\section*{Why high overtones fade as $\exp(-a\sqrt{E_v})$: an exactly solvable wall}

The squared dipole matrix element of a $v\leftarrow0$ band of a diatomic molecule falls by tens of orders of magnitude along the series. Plotted against the square root of the upper-level energy, its logarithm is close to a straight line,
\begin{equation}
\ln|\langle v|\mu|0\rangle|^2\simeq \text{const}-a\sqrt{\epsilon_v},\qquad
\epsilon=\frac{E}{\hbar\omega},\qquad a=\frac{\pi}{\beta l_0},\qquad l_0=\sqrt{\frac{\hbar}{2m\omega}} .
\label{law}
\end{equation}
Medvedev named this the normal intensity distribution law. Here $x=r-r_e$ is the bond displacement, $m$ the reduced mass, $\omega$ the harmonic angular frequency, energies are counted from the minimum of the potential, rotation is ignored, and the repulsive inner branch of the potential is represented as $U=Ce^{-2\beta x}$. This page solves that wall exactly and then asks which $\beta$ belongs to CO, a molecule met in dielectric etch plasmas among many other places.

\subsection*{The general argument}

Landau's method splits the upper semiclassical wavefunction into its two running waves and moves the integration contour off the real axis towards the singularity of $U$, which for an exponential wall lies at $x\to-\infty$. Behind the inner turning points $x_-(E)$ the lower state decays and the continued upper wave grows, so that up to a prefactor
\begin{equation}
|\mu_{21}|\sim e^{-[S(E_1)-S(E_2)]/\hbar},\qquad
S(E)=\int_{-X}^{x_-(E)}\!\sqrt{2m(U-E)}\,dx,\qquad X\to\infty .
\label{landau}
\end{equation}
For the exponential wall $dx=-dU/(2\beta U)$. With $\Lambda=U(-X)\gg E$ the integral is $S=(\sqrt{2m}/\beta)\,[\sqrt{\Lambda}-\tfrac{\pi}{2}\sqrt{E}]$. The divergent term cancels in the difference, and $|\mu_{21}|^2\sim\exp[-\pi\sqrt{2m}(\sqrt{E_2}-\sqrt{E_1})/\hbar\beta]$. Since $\sqrt{2mE}/\hbar=\sqrt{\epsilon}/l_0$, this is Eq.~\eqref{law}. The outer branch of the potential does not appear in the exponent.

\subsection*{The model: the wall and nothing else}

Keep only the wall, $H=p^2/2m+Ce^{-2\beta x}$. Put
\begin{equation}
z=\frac{\sqrt{2mC}}{\hbar\beta}\,e^{-\beta x},\qquad \bar\beta=\beta l_0,\qquad \nu=\frac{\sqrt{2mE}}{\hbar\beta}=\frac{\sqrt\epsilon}{\bar\beta},\qquad U=\hbar\omega\bar\beta^2z^2 .
\end{equation}
The Schr\"odinger equation becomes $z^2\psi''+z\psi'=(z^2-\nu^2)\psi$, and the solution that vanishes inside the wall is the modified Bessel function $K_{i\nu}(z)$. Far from the wall ($z\to0$) it is a standing wave, $K_{i\nu}\to-\sqrt{\pi/(\nu\sinh\pi\nu)}\,\sin[\nu\ln(z/2)-\arg\Gamma(1+i\nu)]$. The spectrum is continuous, so we borrow the level positions from the molecule and the normalisation from a semiclassical bound state of frequency $\omega$, whose amplitude is $\sqrt{2m\omega/\pi p}$ with $p=\hbar\beta\nu$. This gives
\begin{equation}
\psi_\nu(x)=\frac{\sqrt{\beta\sinh\pi\nu}}{\pi\bar\beta}\,K_{i\nu}(z).
\end{equation}
All matrix elements follow from one standard integral. With $\sigma=(\nu_2+\nu_1)/2$, $\delta=(\nu_2-\nu_1)/2$ and $s>0$,
\begin{equation}
\int_0^\infty\! K_{i\nu_1}K_{i\nu_2}\,z^{s-1}dz=\frac{2^{s-3}}{\Gamma(s)}\,\bigl|\Gamma(\tfrac s2+i\sigma)\bigr|^2\bigl|\Gamma(\tfrac s2+i\delta)\bigr|^2 .
\label{mellin}
\end{equation}
We need $|\Gamma(1+iy)|^2=\pi y/\sinh\pi y$, $|\Gamma(iy)|^2=\pi/(y\sinh\pi y)$, $4\sigma\delta=\nu_2^2-\nu_1^2$ and $2\sinh\pi\sigma\sinh\pi\delta=\cosh\pi\nu_2-\cosh\pi\nu_1$. Define
\begin{equation}
G=\frac{\sqrt{\sinh\pi\nu_1\sinh\pi\nu_2}}{\cosh\pi\nu_2-\cosh\pi\nu_1},\qquad n=\epsilon_2-\epsilon_1=\bar\beta^2(\nu_2^2-\nu_1^2).
\end{equation}
For $s=2$ the integral equals $\pi^2(\nu_2^2-\nu_1^2)/[4(\cosh\pi\nu_2-\cosh\pi\nu_1)]$, which yields the element of $U$. For $s\to0$ one has $1/\Gamma(s)\to s$: the term of order $s^0$ vanishes, which is orthogonality, and the term linear in $s$ is the integral of $\ln z$, equal to $\pi^2/[(\nu_2^2-\nu_1^2)(\cosh\pi\nu_2-\cosh\pi\nu_1)]$. The limit $s\to0^+$ also defines this otherwise oscillating integral. With $x=-\beta^{-1}\ln z+\text{const}$ and $|dx|=dz/\beta z$,
\begin{equation}
x_{21}=-\frac{G}{\beta\,n},\qquad \frac{U_{21}}{\hbar\omega}=\frac{n\,G}{4\bar\beta^2}.
\label{exact}
\end{equation}
The two results are tied by the identity $[H,[H,x]]=\hbar^2U'/m$ with $U'=-2\beta U$, which they satisfy.

Expanding $G^2$ for $\nu_2>\nu_1$ and $\pi\nu_1\gg1$, and using $\pi\nu=a\sqrt\epsilon$,
\begin{equation}
\ln G^2=-a(\sqrt{\epsilon_2}-\sqrt{\epsilon_1})+2e^{-a(\sqrt{\epsilon_2}-\sqrt{\epsilon_1})}+\dots
\label{asym}
\end{equation}
The factor $G^2$ obeys Eq.~\eqref{law} up to an exponentially small term, with exactly the Landau slope, and it is shared by both operators. The operator supplies only a power of $n$. That power is not a constant, however. It changes the local slope $-d\ln|\mu_{21}|^2/d\sqrt{\epsilon_2}$ from $a$ to $a\pm\Delta a$ with
\begin{equation}
\Delta a=\frac{4\sqrt{\epsilon_2}}{n},
\end{equation}
plus for $x$ and minus for $U$. An absorption band strength carries one more factor of the transition frequency, which lowers its slope by $\Delta a/2$.

\subsection*{Numbers with CO constants}

Typical constants for $^{12}$C$^{16}$O: $\tilde\omega_e=2.170\times10^{5}$ m$^{-1}$, $\tilde\omega_ex_e=1.329\times10^{3}$ m$^{-1}$, $m=6.856$ u, $r_e=1.128\times10^{-10}$ m. They give $m=1.138\times10^{-26}$ kg, $\omega=2\pi c\tilde\omega_e=4.088\times10^{14}$ s$^{-1}$, $x_e=6.124\times10^{-3}$ and $l_0=3.366\times10^{-12}$ m. The levels are $\epsilon_v=(v+\tfrac12)-x_e(v+\tfrac12)^2$. For the wall we use the assumed value $\beta=4.25\times10^{10}$ m$^{-1}$, chosen to match the effective steepness of the CO Morse wall at $v=20$, derived below. Then $\bar\beta=0.1431$ and $a=21.96$. With state 1 at $\epsilon_0$:

\begin{center}
\begin{tabular}{cccc}
$v$ & $\sqrt{\epsilon_v}$ & $\ln G^2$ & $\Delta a$\\ \hline
10 & 3.134 & $-53.3$ & 1.34\\
20 & 4.234 & $-77.5$ & 0.97\\
30 & 4.980 & $-93.9$ & 0.82\\
40 & 5.519 & $-105.7$ & 0.74
\end{tabular}
\end{center}

The correction term in Eq.~\eqref{asym} is $2.6\times10^{-5}$ already at $v=1$ and can be forgotten. The prefactor is the larger departure from a straight line: $\Delta a$ is 6\,\% of $a$ at $v=10$ and 3\,\% at $v=40$, with a sign that depends on the dipole function.

\subsection*{Anomalies: zeros of the prefactor}

Take a dipole function with a small nonlinear part,
\begin{equation}
\mu(x)=\mu_0+\mu_1\left[x+\ell\,\frac{U(x)}{\hbar\omega}\right],
\end{equation}
where $\ell$ is a length. Equation~\eqref{exact} gives
\begin{equation}
\mu_{21}=-\frac{\mu_1G}{\beta n}\left(1-\frac{n^2}{n_*^2}\right),\qquad n_*^2=\frac{4\bar\beta^2}{\beta\ell}.
\label{anom}
\end{equation}
For $\ell>0$ the element changes sign at $n=n_*$, and the bands nearest to it drop below the line. The exponential factor is untouched. The constant $\mu_0$ has dropped out, although changing it moves the zeros of $\mu(x)$ along the real axis at will. An anomaly is therefore a zero of the prefactor as a function of the upper-level energy and is not tied to a bond length at which the dipole itself vanishes.

Very little nonlinearity is needed. For the assumed value $\ell=1.0\times10^{-14}$ m, $n_*=13.88$, which lies between $n=13.53$ ($v=15$) and $n=14.33$ ($v=16$). These two bands have $2.5\times10^{-3}$ and $4.4\times10^{-3}$ of the squared element that the linear dipole alone would give. At the inner turning point of $v=15$ the added term is $\ell\epsilon_{15}=1.4\times10^{-13}$ m, only 4\,\% of $l_0$. The position of the anomaly here is the model's, fixed by $\ell$; it says nothing about where CO has one. It does show that such positions hang on small features of $\mu(x)$ that a fit to low overtones constrains poorly.

\subsection*{Which $\beta$? A bound-state test}

A real wall is not one exponential. Differentiating Eq.~\eqref{landau} gives $d\ln|\mu_{21}|^2/dE_2=-2\tau/\hbar$, where $\tau=\int m\,dx/\sqrt{2m(U-E)}$ is the imaginary time spent behind the turning point, so the slope against $\sqrt\epsilon$ is $a(E)=4\sqrt\epsilon\,\omega\tau$. Define the local steepness $\beta_{\rm loc}=-U'/2U$ and substitute $U=E/\cos^2\theta$:
\begin{equation}
a(E)=\frac{\pi}{\beta_{\rm eff}l_0},\qquad \frac{1}{\beta_{\rm eff}}=\frac{2}{\pi}\int_0^{\pi/2}\frac{d\theta}{\beta_{\rm loc}(U=E/\cos^2\theta)} .
\label{mean}
\end{equation}
The $\beta$ of the law is a harmonic mean of the steepness over the forbidden part of the wall, with half of the $\theta$ range lying between $U=E$ and $U=2E$. The line is straight only as far as this mean does not depend on $E$.

The Morse potential $U=D(1-e^{-\beta_Mx})^2$ has bound states and allows an exact test. Its parameters follow from $\beta_Ml_0=\sqrt{x_e}$ and $D=\hbar\omega/4x_e$, which gives $\beta_M=2.325\times10^{10}$ m$^{-1}$ and $D=1.760\times10^{-18}$ J. Its leading repulsive term is $De^{-2\beta_Mx}$, and inserting $\beta_M$ in Eq.~\eqref{law} would give $a=\pi/\sqrt{x_e}=40.1$. This is the wrong reading. On the inner branch $\beta_{\rm loc}=\beta_M(1+\sqrt{D/U})$, and Eq.~\eqref{mean} integrates to
\begin{equation}
a(E)=\frac{2}{\sqrt{x_e}}\,\frac{\sqrt{1-w^2}}{w}\,\operatorname{artanh}w,\qquad w=\sqrt{1-E/D}=1-2x_e(v+\tfrac12).
\label{morse_sc}
\end{equation}
This rises monotonically to $2/\sqrt{x_e}=25.6$ at dissociation, a fraction $2/\pi$ of the value obtained from $\beta_M$.

For the exact element, let $2N=1/x_e-1=162.28$ and $y=(2N+1)e^{-\beta_Mx}$. The states are $\psi_v\propto y^{N-v}e^{-y/2}L_v^{(2N-2v)}(y)$ with squared normalisation $v!\,(2N-2v)/\Gamma(2N-v+1)$ for the measure $dy/y$. The integral $\int_0^\infty y^{q-1}e^{-y}L_v^{(\alpha)}dy=\Gamma(q)(\alpha-q+1)_v/v!$, with $(\cdot)_v$ the rising factorial, vanishes at $q=2N-v$, $\alpha=2N-2v$, and its $q$-derivative there, $(-1)^v\Gamma(2N-v)/v$, is the integral of $\ln y$. Hence
\begin{equation}
P_v\equiv|\langle v|\beta_Mx|0\rangle|^2=\frac{1}{v^2}\left[1-\frac{v^2}{(2N-v)^2}\right]\frac{v!\;\Gamma(2N-v+1)}{\Gamma(2N+1)} .
\label{morse_exact}
\end{equation}
The exact slope below is the centred difference $(\ln P_{v-1}-\ln P_{v+1})/(\sqrt{\epsilon_{v+1}}-\sqrt{\epsilon_{v-1}})$.

\begin{center}
\begin{tabular}{ccccc}
$v$ & $\ln P_v$ & exact slope & $a(E_v)$, Eq.~\eqref{morse_sc} & $\beta_{\rm eff}/\beta_M$\\ \hline
10 & $-40.1$ & 20.7 & 19.3 & 2.08\\
20 & $-64.2$ & 23.1 & 21.9 & 1.83\\
30 & $-82.0$ & 24.5 & 23.4 & 1.72\\
40 & $-95.5$ & 25.6 & 24.3 & 1.65
\end{tabular}
\end{center}

The $v=20$ row is the origin of the value $\beta=4.25\times10^{10}$ m$^{-1}$, so the closeness of the wall model's $a$ to that row is no test. The test is between the third and fourth columns, which share no adjusted number. The exact slope exceeds the Landau slope by 1.1 to 1.4, of the order of the prefactor term $\Delta a$ and with the sign found for a linear dipole.

\subsection*{What holds and what does not}

\begin{itemize}
\item For the pure wall the law is exact in the exponent, with $a=\pi/\bar\beta$, and the dipole function acts through powers of the energy gap and their cancellations.
\item For the Morse model of CO the law is a good interpolation. Between $v=10$ and $v=40$, $P_v$ falls by 24 decades with a chord slope of 23.2. At $v=20$, near the widest gap, $\ln P_v$ lies 1.4 above the chord, a factor of 4.
\item The constant is not predicted by the wall. At $v=20$ the wall model gives $\ln|\beta_Mx_{21}|^2=-84.4$ against $-64.2$ from Eq.~\eqref{morse_exact}. The gap of 20 arises because near the bottom of the well $\beta_{\rm eff}$ is far larger, and the slope far smaller, than at high $v$. The law should be fitted to high overtones and not extended back to the fundamental.
\item The Morse wall runs to $x\to-\infty$, whereas a molecule ends at $r=0$. At $v=20$ about 6\,\% of the Morse $\tau$ is collected at $x<-r_e$. The third figure of the slopes therefore belongs to the model and not to CO.
\item In double precision an amplitude loses all digits to cancellation at about $2^{-52}$ of the largest terms, or $-72.1$ in the logarithm of the square. Measured from $\ln P_1=-5.1$, the table reaches this floor between $v=20$ and $v=30$. A computed series that flattens against $\sqrt{\epsilon_v}$ there shows rounding error, and noise from piecewise interpolation of $U$ or $\mu$ can set a floor earlier.
\end{itemize}

All magnitudes above are those of the models. The linear-dipole Morse model gives $P_3/P_1=2.6\times10^{-5}$. The typical ratio of squared transition dipoles for the $3\leftarrow0$ and $1\leftarrow0$ bands of CO is about $1.5\times10^{-5}$, so the model overshoots by somewhat less than a factor of two, and typically by more at the next overtone. Such a shortfall relative to a linear dipole is what a nonlinear dipole function produces when, as in Eq.~\eqref{anom}, the prefactor is heading towards a zero.